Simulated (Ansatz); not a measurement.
# Li: pressure against volume scale

Results calculated with Ansatz 0.2.0, not measured. Periodic Kohn-Sham DFT of a crystal at fixed atoms, scaled to volume_scale times the given cell; pressure positive in compression, energy less spherical unpolarised free atoms, largest_vzz the field gradient of largest size among the nuclei.

The cell before it is scaled or strained (space group P6_3/mmc, No. 194):
```
CELL_PARAMETERS angstrom
3.11100 0.00000 0.00000
-1.55550 2.69420 0.00000
0.00000 0.00000 5.09300
ATOMIC_POSITIONS crystal
Li 0.33333 0.66667 0.25000
Li 0.66667 0.33333 0.75000
```

Settings of every row: method frozen-core PAW; functional PBEsol; relativity scalar; k mesh 15x15x8; filling fermi-dirac; smearing width 0.03 eV; wave cutoff 420 eV; paw set soft_2.

Atom start moment: 0 on all atoms.

Limits: PAW files made with PBE.

| row | volume scale | V (Å³/atom) | pressure (GPa) |
| --- | --- | --- | --- |
| 1 | 0.94 | 20.063 | 0.095 |
| 2 | 0.96 | 20.49 | -0.189 |
| 3 | 0.98 | 20.917 | -0.448 |
| 4 | 0.99 | 21.13 | -0.569 |
| 5 | 1 | 21.344 | -0.685 |
| 6 | 1.01 | 21.557 | ? |
| 7 | 1.02 | 21.771 | -0.902 |
| 8 | 1.04 | 22.198 | -1.1 |
| 9 | 1.06 | 22.625 | -1.281 |

Question: what pressure should row 6 give?

Worked fit of pressure. Take u = (V_r/V)^(2/3) − 1 with V_r = 21.237 Å³ an atom, which is twice the finite (Eulerian) strain; such expansions in the strain, on which the Birch-Murnaghan equation of state is built, carry the rest volume and the bulk modulus. The shown rows have u = 0.03864, 0.02416, 0.01017, 0.00337, -0.00334, -0.01642, -0.02907, -0.04133. Least squares give pressure = −0.6277 + 17.3 × u + 36.2 × u² GPa; a straight line predicts inner rows, each left out in turn, worse (root mean square 0.019 against 0.00022 GPa). All shown rows lie on it to the printed digit. The pressure vanishes at u = 0.0339, or V = 20.2 Å³ an atom, and there the bulk modulus at fixed shape and fractions is B = −V dP/dV = (2/3)(1 + u) dP/du = 13.6 GPa. Letting shape and atoms relax would as a rule lower it, by much in layered, chain or molecular crystals. The withheld row has u = -0.00992, so the fit gives −0.6277 + 17.3 × (-0.00992) + 36.2 × (-0.00992)² = -0.796 GPa.

The calculation gave -0.796 GPa. The fit meets it to the printed digit.
